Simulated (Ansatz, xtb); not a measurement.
# Two isomers of C5H4F2

We compare a, `FC1=CCC(F)=C1`, a singlet, with b, `FC1(F)C=CC=C1`, a singlet. Both are isolated molecules in the gas phase, relaxed with PBE-D3(BJ)/def2-SVP.

a (Å):

```csv
atom,x (Å),y (Å),z (Å)
C,-1.0758,-1.2250,1.0262
C,-2.2712,-1.0029,0.4166
C,-2.0002,-0.1209,-0.7746
C,-0.5145,0.0903,-0.7115
C,0.0394,-0.5564,0.3463
F,-0.8678,-1.9591,2.1238
F,0.1127,0.8368,-1.6221
H,-3.2518,-1.3846,0.7203
H,-2.5405,0.8516,-0.7276
H,-2.2923,-0.5921,-1.7402
H,1.0920,-0.5878,0.6491
```

b (Å):

```yaml
atoms:
  - { symbol: C, position_ang: [-1.3607, -0.4785, 1.0611] }
  - { symbol: C, position_ang: [-2.3600, -0.0487, -0.0077] }
  - { symbol: C, position_ang: [-1.7993, -0.2593, -1.2172] }
  - { symbol: C, position_ang: [-0.4283, -0.8273, -1.0460] }
  - { symbol: C, position_ang: [-0.1517, -0.9634, 0.2680] }
  - { symbol: F, position_ang: [-1.8717, -1.4711, 1.8607] }
  - { symbol: F, position_ang: [-1.0336, 0.5624, 1.8948] }
  - { symbol: H, position_ang: [-3.3505, 0.3553, 0.2353] }
  - { symbol: H, position_ang: [-2.2600, -0.0529, -2.1933] }
  - { symbol: H, position_ang: [0.2365, -1.0872, -1.8816] }
  - { symbol: H, position_ang: [0.7573, -1.3462, 0.7482] }
```

Quicker runs give these differences E(b) − E(a): GFN2-xTB +9.70 kcal/mol; HF/STO-3G +8.82 kcal/mol (at GFN2-xTB geometries); r2SCAN-D4/def2-SVP +3.41 kcal/mol (at GFN2-xTB geometries).

Task: Estimate E(b) − E(a) at the level CCSD(T)/def2-SVP + ΔMP2/def2-TZVPP.

Result: Calculated at CCSD(T)/def2-SVP + ΔMP2/def2-TZVPP: E(b) − E(a) = −1.92 kcal/mol, so structure b lies lower.

Level by level:

| level | geometry | E(b) − E(a) (kcal/mol) | departure from the last row (kcal/mol) | job, with rough time for the two |
| --- | --- | --- | --- | --- |
| GFN2-xTB | GFN2-xTB | +9.70 | +11.61 | optimisation, 0.12 s |
| HF/STO-3G | GFN2-xTB | +8.82 | +10.73 | single point, 0.46 s |
| r2SCAN-D4/def2-SVP | GFN2-xTB | +3.41 | +5.33 | single point, 6.2 s |
| PBE-D3(BJ)/def2-SVP | PBE-D3(BJ)/def2-SVP | +4.86 | +6.78 | optimisation, 19 s |
| HF/def2-SVP | PBE-D3(BJ)/def2-SVP | −2.86 | −0.94 | part of the CCSD(T) run |
| MP2/def2-SVP | PBE-D3(BJ)/def2-SVP | +0.36 | +2.28 | part of the CCSD(T) run |
| CCSD(T)/def2-SVP | PBE-D3(BJ)/def2-SVP | −1.72 | +0.19 | single point |
| CCSD(T)/def2-SVP + ΔMP2/def2-TZVPP | PBE-D3(BJ)/def2-SVP | −1.92 |  | single point, 81 s |

As drawn, both hold the same kinds of bond in the same numbers.

GFN2-xTB, HF/STO-3G, r2SCAN-D4/def2-SVP, PBE-D3(BJ)/def2-SVP put the two in the other order. MP2/def2-SVP finds them nearly level. The largest departure from CCSD(T)/def2-SVP + ΔMP2/def2-TZVPP is that of GFN2-xTB, 11.61 kcal/mol. The last row adds to CCSD(T) the change of the MP2 difference between the two basis sets, here −0.19 kcal/mol.

With thermal terms from frequencies at re-optimised GFN2-xTB minima (ideal gas, soft modes damped towards free rotors, one conformer each, 298.15 K, 1 atm): on the last row, ΔE + ΔZPE = −2.17, ΔH = −2.18, ΔG = −1.75 kcal/mol.

The correlated steps freeze 7 core orbitals. Run with Ansatz 0.2.0, xtb 6.7.1; the last row on 2 threads of Arm Neoverse V1 on a shared host.

The reference calculation favours the geminal difluoride b by a modest 1.92 kcal/mol, and the thermal terms leave that order intact. The bond count hides a real difference: a has both fluorines on alkene carbons, where their lone pairs can donate into the diene, while b gathers them on the saturated carbon, where each lone pair can delocalise into the neighbouring C–F σ* orbital. This anomeric stabilisation probably tips the balance towards b. It is opposed by π donation into the σ* orbitals of the CF2 group, which gives the ring some antiaromatic character; the longer central C–C bond of the diene in b fits that picture.

The small gap thus suggests a near-cancellation of larger effects, which the density functionals may upset by over-stabilising the fluorine–π delocalisation in a. MP2 and CCSD(T) differ by about as much as the gap itself, so the preference for b is credible but not large enough to be beyond doubt. Nor does it imply that b is the less reactive diene towards cycloaddition or dimerisation.
